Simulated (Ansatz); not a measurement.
Moving the functional in NiMoIrPdW

```cif
data_structure
_symmetry_space_group_name_H-M 'P 1'
_symmetry_Int_Tables_number 1
_cell_length_a 9.9078
_cell_length_b 9.9078
_cell_length_c 9.9078
_cell_angle_alpha 164.103
_cell_angle_beta 164.103
_cell_angle_gamma 22.554
_cell_volume 72.95
loop_
_atom_site_label
_atom_site_type_symbol
_atom_site_fract_x
_atom_site_fract_y
_atom_site_fract_z
_atom_site_occupancy
Ni1 Ni 0.19862 0.19862 0.00000 1
Mo1 Mo 0.60922 0.60922 0.00000 1
Pd1 Pd 0.79310 0.79310 0.00000 1
Ir1 Ir 0.39944 0.39944 0.00000 1
W1 W 0.99565 0.99565 0.00000 1
```

The cell comes from a database or a generator and needn't be the stable form of this composition.

Kept alike: task band structure; k mesh 13 × 13 × 13; occupations fermi-dirac, width 0.05 eV; collinear spin, ferromagnetic start. Program: Ansatz, Ansatz PAW. Cutoffs run from 420 to 500 eV. The mesh is that of the run's cell of 5 atoms. No spin-orbit coupling.

| functional | pressure (GPa) |
| --- | --- |
| BLYP | 11.16 |
| LDA | -14.69 |
| PBE | -0.03 |
| PBEsol | -9.17 |
| RPBE | 4.10 |
| r2SCAN | -5.45 |
| revPBE | 2.93 |

Pressure is positive in compression, with a Pulay correction for the finite cutoff. For a metal such a mesh leaves the last digits unconverged. The moments vanished: the runs ended non-magnetic. All rows use potentials made for PBE.

Q: What does the functional change here?

A: The pressure runs from -14.69 (LDA) to 11.16 GPa (BLYP). From PBE: BLYP +11.19; LDA -14.66; PBEsol -9.14; RPBE +4.13; r2SCAN -5.42; revPBE +2.96.

At this fixed volume, the sign of the pressure shows which way each functional would move the cell. LDA, PBEsol and r2SCAN favour contraction, while revPBE, RPBE and most strongly BLYP favour expansion. This is the familiar order from overbinding to underbinding in transition metals, and it probably reflects how strongly each functional's exchange and correlation reward the density inhomogeneity that grows as the atoms move apart. The near-zero PBE value suggests a cell already relaxed with PBE, so it is no evidence that PBE gives the best volume.

Since every run lost its moments, the spread can't be put down to a magnetovolume effect. The quenching of nickel's moment is plausible in itself, as its 3d states hybridise with the broader 4d and 5d bands of its neighbours. The pressures rank the functionals by their preferred volume near this geometry, but turning them into equilibrium volumes would also require the compressibility.
